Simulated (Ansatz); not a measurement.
From SiCl4 to SiBr3Cl: predicting a member

Gas-phase molecules. On one Si centre, n of the Cl ligands are replaced by Br. The mean Si–Cl bond length y in Å at PBE0-D4/def2-TZVP. The shapes are optimised at that level. Programs: Ansatz 0.2.0.

```
molecule  n  y (Å)
   SiCl4  0  2.021
 SiBrCl3  1  2.023
SiBr2Cl2  2      ?
 SiBr3Cl  3  2.027
```

Q: Fit y = c + s·n to the known rows and predict SiBr2Cl2.

A: 
1. Means of the 3 rows: n = 1.33333, y = 2.0237.
2. Σ(Δn)² = 4.6667, Σ(Δn·Δy) = 0.0093333, so the slope is 0.0093333/4.6667 = 0.002.
3. Intercept: 2.0237 − (0.002) × 1.33333 = 2.0210. The largest residual of the fit is 0.0000.
4. SiBr2Cl2: 2.0210 + (0.002) × 2 = 2.025 Å.

The run gave 2.025 Å, so the prediction is off by 0.000 Å: they agree to the digits shown. The steps are nearly additive. Relativity is left out for Br.

Each replacement of Cl by Br lengthens the remaining Si–Cl bonds by about 0.002 Å, from 2.021 Å in SiCl4 to 2.027 Å in SiBr3Cl. The direction fits the lower electronegativity of bromine. Silicon carries less positive charge, which weakens the polar contribution to Si–Cl bonding, and by Bent's rule the silicon s character shifts towards the Si–Br bonds, leaving more p character in those to chlorine. Crowding by the larger bromine atoms could act in the same direction, and bond lengths alone do not separate it from these electronic effects or from the dispersion term.

The near-constant step suggests that each bromine perturbs the silicon centre almost independently, as expected for a small change between two ligands of the same group. SiBr2Cl2 lies inside the fitted range, so its agreement supports interpolation within this series, not transfer to ligands that differ more strongly from chlorine, such as fluorine. Because the step is only a few units of the last printed digit, a slight curvature could still be hidden by rounding.
